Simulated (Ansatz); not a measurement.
**Relative energies of CH8OSi2 isomers**

2 of its isomers, all singlets with charge 0: A = `CO[SiH2][SiH3]`; B = `C[SiH2]O[SiH3]`.

Shapes, held fixed at every level: PBE0-D4/def2-TZVP. Flexible molecules stand in one conformer, not always the lowest. Programs: Ansatz 0.2.0.

Electronic energies in kJ/mol, without zero-point or thermal terms.

Q: From chemical knowledge, estimate the order of stability.

A: B < A in rising energy, over a span of 213 kJ/mol, by CCSD(T)/CBS estimate. All levels agree on that. The B − A difference spans -224.6 to -182.7 kJ/mol over the levels. The CBS estimate extrapolates MP2 from def2-TZVPP and def2-QZVPP and adds CCSD(T) − MP2 in the triple-zeta set, cores frozen.

```json
{"level": "HF/def2-SVP", "kind": "Hartree–Fock", "B − A": "-204.8"}
{"level": "HF/def2-TZVPP", "kind": "Hartree–Fock", "B − A": "-224.6"}
{"level": "SPW92/def2-TZVPP", "kind": "LDA", "B − A": "-185.5"}
{"level": "PBE-D4/def2-TZVPP", "kind": "GGA", "B − A": "-182.7"}
{"level": "r2SCAN-D4/def2-TZVPP", "kind": "meta-GGA", "B − A": "-206.2"}
{"level": "B3LYP-D4/def2-TZVPP", "kind": "global hybrid", "B − A": "-204.7"}
{"level": "CCSD(T)/def2-TZVPP", "kind": "coupled cluster or CI", "B − A": "-209.7"}
{"level": "CCSD(T)/CBS estimate", "kind": "coupled cluster or CI", "B − A": "-213.3"}
```

Methyldisiloxane (B) lies far below methoxydisilane (A) at every level, and the bond count explains why. Both isomers have the same numbers of C–H and Si–H bonds and share one Si–O link, so the change from A to B amounts to trading a C–O and a Si–Si bond for a Si–O and a Si–C bond. The gain comes mainly from the strong, highly polar Si–O bond, reinforced by donation from the oxygen lone pairs into σ* orbitals on silicon, while the weak Si–Si bond is lost.

Hartree–Fock in the triple-zeta basis exaggerates the preference, and correlation reduces it to -209.7 kJ/mol in the same basis. The smaller-basis Hartree–Fock value lies closer to coupled cluster, probably because basis incompleteness, including too few polarization functions for Si–O bonding, offsets the missing correlation. LDA and PBE err the other way, whereas r2SCAN and B3LYP stay close to the reference. The large driving force says nothing about the barrier to rearrangement, so A may well persist kinetically.
